The row at 6 Å looks wrong. It alone has a gap on the mesh, 0.09 eV, as though pulling the layers of black phosphorus apart had turned a metal into a semiconductor. In fact it is the gapless row at zero opening that is doubtful: bulk black phosphorus is a semiconductor with a gap of a few tenths of an eV. Functionals of this kind make gaps too small, and the relaxed cell, which is too short along the armchair direction of the layers, is expected to narrow the gap further; here the bulk gap is gone altogether. Even the 0.09 eV is only an upper limit on the gap in this calculation, since the mesh can miss the band edges. It is also smaller than the 0.15 eV smearing, so the states on either side of it are still partly filled, much as in the gapless rows. The real gap of the separated pieces is expected to be larger.

Phosphorus (Cmce, a = 3.317, b = 10.291, c = 4.197 Å), opened rigidly along b without relaxation, one cut per 8-atom cell. Ansatz 0.2.0, PBEsol, plane-wave PAW, scalar-relativistic, no spin polarisation, 420 eV cutoff, 14×11×5 k mesh (along a, c, b), Gaussian smearing of 0.15 eV. Separation energies are free energies per area of cut, relative to zero opening.

| opening (Å) | separation energy (mJ/m²) | traction (GPa (slope of the separation energy)) | gap on mesh (eV) |
| --- | --- | --- | --- |
| -0.3 | 69.8 | -5.310 | 0.000 |
| -0.15 | 15.1 | -2.160 | 0.000 |
| 0 | 0.0 | -0.020 | 0.000 |
| 0.25 | 25.9 | 1.780 | 0.000 |
| 0.5 | 77.9 | 2.210 | 0.000 |
| 0.75 | 131.3 | 1.990 | 0.000 |
| 1 | 175.7 | 1.550 | 0.000 |
| 1.5 | 231.4 | 0.730 | 0.000 |
| 2 | 255.5 | 0.290 | 0.000 |
| 3 | 268.7 | 0.050 | 0.000 |
| 6 | 272.0 | 0.000 | 0.090 |

The odd row is still useful. Between 3 and 6 Å, where the gap appears, the separation energy rises by only about 1 % of its final value. Whatever holds the layers together has let go before the gap shows. Three causes suggest themselves: broken P–P bonds, van der Waals attraction, and the overlap of the electron clouds that reach out of each layer.

**From compression to zero opening.** The cut runs between two puckered layers, across the long stacking axis b. The energy has its minimum at zero opening, where attraction and repulsion balance. Pushing the layers together by 0.15 Å already takes more stress than pulling them apart by 0.25 Å, because filled electron shells resist being pressed into each other. No P–P bond crosses the cut: the facing planes of atoms lie 2.98 Å apart, while a bond measures 2.23 Å. The energy scale agrees, since complete separation costs 0.12 eV per facing atom of one side, against very roughly 2 eV for a P–P bond.

That leaves two causes. Van der Waals attraction is a tempting answer for a layered crystal, and at first it does well. Attraction between two atoms falls as the inverse sixth power of their distance; summed over a flat sheet, it falls as the inverse fourth power. Add a conventional steep repulsion, put in the real spacing and the energy at 6 Å, and the layers should resist opening with a stiffness of about 12 GPa per Å. The computed tractions give nearly the same. Stiffness, however, probes only the bottom of the well, and wells of quite different reach can have the same bottom.

**From 0.25 to 0.75 Å.** Here the traction passes through its maximum, 2.21 GPa at the 0.5 Å grid point. At that point less than a third of the work of separation has been done. Most of the energy is therefore spent while the pull is already weakening.

An early maximum does not decide between the two causes, because the van der Waals curve with the real spacing peaks early too. Overlap would produce one as follows. Outside a layer the electron density decays exponentially, over a length set by how firmly the electrons are held; a work function of roughly 5 eV gives about 0.4 Å. Where two such tails meet, electrons can spread across the space between the layers, and exchange and correlation can lower the energy. Overlapping filled shells also repel, so a net pull remains only where these gains outweigh that repulsion. As the cut opens, each tail retreats by half the opening, and the shared density is expected to thin out exponentially, over a length of less than an ångström. This is an argument from theory, and the table cannot divide the binding between these two effects.

The simplest force law with this behaviour is a spring whose grip fades exponentially. With $x$ the opening, $W$ the full separation energy and $l$ a length, the traction is

$$\sigma(x)=\frac{W}{l^{2}}\,x\,e^{-x/l}.$$

Adding up the work from zero opening gives the separation energy

$$E(x)=W\left[1-\left(1+\frac{x}{l}\right)e^{-x/l}\right],$$

known as the universal binding-energy relation. The traction peaks at $x=l$, where the growing stretch and the fading grip balance, and its height there is $W/(e\,l)$, with $e=2.718$.

Fitted to the energies from zero opening outwards, the relation gives $W=273$ mJ/m² and $l=0.46$ Å. The peak traction follows as

$$\frac{0.273\ \text{J/m}^2}{2.718\times 0.46\times10^{-10}\ \text{m}}\approx 2.2\ \text{GPa},$$

in agreement with the table. This shows that the curve is consistent, but it is no independent test: the traction is the slope of the same energies, and the row at 0.5 Å was part of the fit.

**From 1 to 3 Å.** This stretch separates the two remaining explanations, because the repulsion has largely faded and the reach of the attraction is laid bare. Consider the energy still to be spent before 6 Å. It shrinks by a factor of 5.8 from 1 to 2 Å and by 5.0 from 2 to 3 Å. The inverse fourth power, counted from the facing planes and with the same end point, allows only 2.6 and 2.3.

Deeper planes of atoms would not rescue the van der Waals explanation, since they are farther away and their share falls more slowly still. Nor would leftover repulsion: it is expected to cancel a larger share of the attraction at 1 Å than farther out, and then the attraction by itself must fall even faster. A roughly constant factor per ångström is what an exponential would give, so the tail fits overlap far better, though two ratios cannot prove the exact form.

Two hydrogen atoms drawn apart show the same kind of fading, because their bond weakens as their exponential tails lose contact. The comparison holds for the reach of the force only. Hydrogen atoms each bring an unpaired electron and pair them in a strong bond, whereas the phosphorus layers have their bonds already made.

The full curves give the same verdict. With two fitted constants each, on the same rows, the van der Waals curve misses by about 9 mJ/m² (root mean square) and the overlap curve by about 2, as the output after this text shows. Under compression, which was left out of the fit, both curves overshoot: at −0.3 Å the overlap curve gives an energy 21 mJ/m², or 30 %, too high, and the van der Waals curve misses by 118. The overlap curve is the better one here too, but it is not exact. Its single length cannot describe both the repulsive wall and the tail.

The verdict concerns the calculation before it concerns the crystal. PBEsol contains no long-range dispersion, so a van der Waals tail could not have appeared. Nor does the result mean that overlap alone holds the real layers together: part of the short-range attraction in PBEsol is expected to be an error of the functional that stands in for the missing dispersion. What the numbers expose is how easily a plausible stiffness could have been credited to a force that the calculation leaves out.

**At 6 Å.** The traction has vanished and the energy has levelled off at 272 mJ/m², shared by two new surfaces at 136 each. The separated pieces are two layers thick, and their atoms were held in place; letting them relax would lower this end value. For peeling or splitting, this energy is the more useful figure. The peak traction assumes that a perfect plane opens everywhere at once, whereas a real split advances along a front where stress is concentrated.

The length $l$ found here belongs to this crystal and this functional; another layered crystal would need its own fit before $W/(e\,l)$ could give its peak traction. For real black phosphorus one question stays open: how much of the binding is dispersion, and how far out does it still pull? Simply adding dispersion to PBEsol could count part of the attraction twice. A functional built to include dispersion, run over the same openings, would be a better test, and the rows from 2 Å outwards would be the ones to watch.

The analysis program printed:

```
fit of separation_energy on 9 rows (opening >= 0): coefficient of (1 - (1 + opening/s)*exp(-opening/s)) 273.2 +/- 1, s 0.46; rms 1.85, worst 0.5 3.01, leave-one-out rms 2.21
  rows outside the fit (model, value, miss): -0.3 90.77, 69.8, 21; -0.15 18.1, 15.1, 3
fit of separation_energy on 9 rows (opening >= 0): coefficient of (1 + (2/3)*(s/(s + opening))**10 - (5/3)*(s/(s + opening))**4) 288.5 +/- 5.1, s 2.45; rms 8.87, worst 6.0 13.1, leave-one-out rms 12.8
  rows outside the fit (model, value, miss): -0.3 187.8, 69.8, 118; -0.15 31.19, 15.1, 16.1
Energy spent and misses of the two curves:
    row  spent in % of the 6 Å value  overlap curve less computed (mJ/m²)  van der Waals curve less computed (mJ/m²)
   -0.3                        25.66                                20.97                                        118
  -0.15                        5.551                                3.003                                      16.09
    0.0                            0                                    0                                 -6.406e-14
   0.25                        9.522                                2.417                                      9.399
    0.5                        28.64                                3.009                                      11.86
   0.75                        48.27                                1.143                                      5.283
    1.0                         64.6                                -1.14                                     -3.226
    1.5                        85.07                               -2.877                                     -12.46
    2.0                        93.93                                -1.23                                      -10.7
    3.0                        98.79                                1.443                                     0.2096
    6.0                          100                                1.157                                      13.08
Stiffness at zero opening from the computed tractions (GPa/Å): 11.62
Stiffness of the van der Waals curve with the real spacing and the 6 Å energy (GPa/Å): 12.27
Stiffness of the fitted overlap curve (GPa/Å): 12.91
Peak traction of the fitted overlap curve (GPa): 2.185
Computed remaining energy, 1 Å over 2 Å (ratio): 5.836
Computed remaining energy, 2 Å over 3 Å (ratio): 5
Inverse fourth power, 1 Å over 2 Å (ratio): 2.604
Inverse fourth power, 2 Å over 3 Å (ratio): 2.344
Separation energy per facing atom of one side (eV): 0.1182
Energy of each unrelaxed surface (mJ/m²): 136
Rough decay length of the density outside a layer (Å): 0.4365
```
